ZnO under tension: how far does an equation of state reach?

Orders of magnitude

Near zero pressure, changing the volume of ZnO by 1 % takes a little more than 1 GPa. Each further GPa of compression makes the crystal some 3 % stiffer, and each GPa of tension makes it softer by about as much. What stress does this imply for a crystal stretched beyond the last cell already calculated?

Density functional calculations with Ansatz 0.2.0 for wurtzite ZnO: PBE, PAW, no spin polarisation, 420 eV plane-wave cutoff, 12×12×6 k mesh, Fermi–Dirac smearing of 0.02 eV. The cells are scaled uniformly from the r2SCAN structure, with ions relaxed in r2SCAN and held fixed for the PBE stresses. Pressure and stress are positive in compression.

```
volume (Å³/atom)     c/a  shortest distance (Å)  pressure (GPa)  stress xx (GPa)  stress zz (GPa)
          10.448  1.6106                  1.892           30.74            30.73            30.76
          10.778  1.6106                  1.911           23.29            23.30            23.27
          11.115  1.6106                  1.931           16.76            16.75            16.79
          11.459  1.6106                  1.951           11.05            11.02            11.12
          11.809  1.6107                  1.970            6.07             6.02             6.16
          12.167  1.6106                  1.990            1.72             1.66             1.85
          12.532  1.6107                  2.010           -2.06            -2.14            -1.91
          12.717  1.6106                  2.020           -3.76            -3.84            -3.59
          12.904  1.6106                  2.029           -5.34            -5.43            -5.17
          12.987  1.6106                  2.034           -6.00            -6.10            -5.82
          13.284  1.6106                  2.049               ?                ?                ?
```

Reading the signs

Pressure is the slope of the energy against volume, with the sign reversed. A positive value means that the crystal pushes outwards; a negative one means that it is held larger than it would like to be. Stress zz acts along the hexagonal c axis and stress xx across it. All cells are scaled equally in every direction, so the constant c/a is imposed and is no response of the crystal.

The unstrained cell, 11.809 Å³/atom, comes from an r2SCAN calculation. PBE prefers a volume about 4 % larger and therefore still finds 6 GPa there. The pressures thus describe PBE's wurtzite ZnO. Real ZnO turns into rocksalt under strong compression, while these cells keep their structure by construction.

Why the curve flattens

The bulk modulus is the pressure needed per fractional change of volume. It is about 240 GPa between the two smallest cells, but only 108 GPa between 12.717 and 12.904 Å³/atom. Bonding explains why. In an ionic picture, the stiffness comes from the repulsion between the electron shells of neighbouring ions, which is steep and short-ranged; the attraction only reduces it. As the Zn–O bonds lengthen, this repulsion fades faster than the attraction, so each further stretch meets less resistance.

A model with three constants

Measure the strain by f = [(V₀/V)^(2/3) − 1]/2, where V is the volume and V₀ its value at zero pressure. Expand the energy to third order in f and take its slope against volume. The result is the Birch–Murnaghan equation:

P = (3B₀/2) [(V₀/V)^(7/3) − (V₀/V)^(5/3)] {1 + (3/4)(B′ − 4)[(V₀/V)^(2/3) − 1]}

Here P is the pressure, B₀ the bulk modulus at zero pressure and B′ its change per GPa. Fitted to the ten known rows, the equation gives V₀ = 12.33 Å³/atom, B₀ = 129 GPa and B′ = 4.41. As a rehearsal, the same form was fitted only to the seven cells below 12.6 Å³/atom. It then predicted the three larger known cells to within 0.01 GPa.

The estimate by hand

Start from the cell at 12.987 Å³/atom, which was part of the fit. The step to 13.284 is 0.297 Å³, or 2.26 % of the mean volume. The modulus of 108 GPa belongs to a mean pressure of −4.55 GPa. Half of the new step adds a little over 1 GPa of tension to the −6.00 GPa at its start, which puts its middle near −7.1 GPa. That is 2.55 GPa lower, so the modulus has dropped further:

B ≈ 108 − 4.41 × 2.55 ≈ 97 GPa
P ≈ −6.00 − 97 × 0.0226 ≈ −8.19 GPa

Along the axis and across it

Stress zz minus stress xx grows from 0.14 GPa in the unstrained cell to 0.28 GPa at 12.987 Å³/atom. Under equal fractional stretch, the stress along c falls slightly less than the stress across it. This is the elastic anisotropy of a hexagonal crystal. A quadratic in strain, chosen only for its smoothness, carries the trend onward.

The smallest cell breaks this trend by 0.12 GPa and was left out of the quadratic fit. The residual force on its ions is also out of line: it rises on compression to 0.0069 eV/Å at 10.778 Å³/atom, then drops to 0.0021 in the smallest cell. Its ions may sit slightly off the path followed by the others, a plausible cause that has not been tested.

The forecast for 13.284 Å³/atom

Pressure: the Birch–Murnaghan value, −8.18 GPa, ±0.05 GPa. It should be less negative than the −8.46 GPa from a straight line through the last rows.

Stress zz minus stress xx: +0.30 GPa, ±0.05 GPa, larger than in any known row. Both stresses should be negative, xx the more so. Ions off the common path could cause a miss of about 0.1 GPa.

The withheld rows as computed:

```
volume (Å³/atom)     c/a  shortest distance (Å)  pressure (GPa)  stress xx (GPa)  stress zz (GPa)
          13.284  1.6106                  2.049           -8.18            -8.28            -7.98
```

What the result teaches

Both forecasts hold, with misses below 0.01 GPa, and the signs and order of the two stresses are as expected. The new cell is a short, uniform step along the same smooth curve, which is where such an equation works best. Its success supports the form of the curve; the account of repulsion and attraction rests on theory.

The simpler forms show what matters. The straight line keeps the slope of pressure against volume constant, so it leaves out the softening and overshoots the tension by 0.28 GPa. Murnaghan's equation lets the crystal soften, but at one fixed rate per GPa. Fitted to the same ten rows, it gives −8.27 GPa, outside the error bar. The strongly compressed cells pull that single rate down to 4.2, too low for the stretched crystal, which softens faster. The fits are printed in the output below.

The analysis program printed:

```
fit of pressure on 10 rows: coefficient of 1.5*((s/vol)**(2/3)-1)*(s/vol)**(5/3) 128.9 +/- 0.017, coefficient of 1.125*((s/vol)**(2/3)-1)**2*(s/vol)**(5/3) 53.05 +/- 0.24, s 12.33; rms 0.00175, worst 12.167 0.00283, leave-one-out rms 0.0022
  rows outside the fit (model, value, miss): 13.284 -8.183, -8.18, -0.00317
pressure derivative of the bulk modulus, Birch-Murnaghan (no unit): 4.412
fit of pressure on 7 rows (vol < 12.6): coefficient of 1.5*((s/vol)**(2/3)-1)*(s/vol)**(5/3) 128.9 +/- 0.029, coefficient of 1.125*((s/vol)**(2/3)-1)**2*(s/vol)**(5/3) 52.97 +/- 0.39, s 12.33; rms 0.00174, worst 12.167 0.0029, leave-one-out rms 0.00252
  rows outside the fit (model, value, miss): 12.717 -3.758, -3.76, 0.00214; 12.904 -5.34, -5.34, -0.00031; 12.987 -6.002, -6, -0.00229; 13.284 -8.184, -8.18, -0.00374
fit of pressure on 10 rows: coefficient of (12.3/vol)**s 31.2 +/- 0.023, constant -30.9 +/- 0.03, s 4.175; rms 0.0243, worst 12.167 0.033, leave-one-out rms 0.0512
  rows outside the fit (model, value, miss): 13.284 -8.27, -8.18, -0.0898
straight-line pressure at 13.284 (GPa): -8.464
Birch-Murnaghan less straight line at 13.284 (GPa): 0.2808
bulk modulus between 10.448 and 10.778 (GPa): 239.6
bulk modulus between 12.717 and 12.904 (GPa): 108.2
mean pressure from energies, 12.532 to 12.904 (GPa): -3.747
mean of the stress-formula pressures, same span (GPa): -3.74
fit of aniso on 9 rows (vol > 10.6): constant 0.145 +/- 0.0031, coefficient of strain 0.04872 +/- 0.0009, coefficient of strain**2 -0.002788 +/- 0.00052; rms 0.00449, worst 12.987 -0.00696, leave-one-out rms 0.00824
  rows outside the fit (model, value, miss): 10.448 -0.09442, 0.03, -0.124; 13.284 0.2954, 0.3, -0.00464
zz minus xx at 10.448 (GPa): 0.03
zz minus xx at 10.778 (GPa): -0.03
zz minus xx at 11.809 (GPa): 0.14
zz minus xx at 12.987 (GPa): 0.28
predicted stress xx at 13.284 (GPa): -8.282
predicted stress zz at 13.284 (GPa): -7.986
```
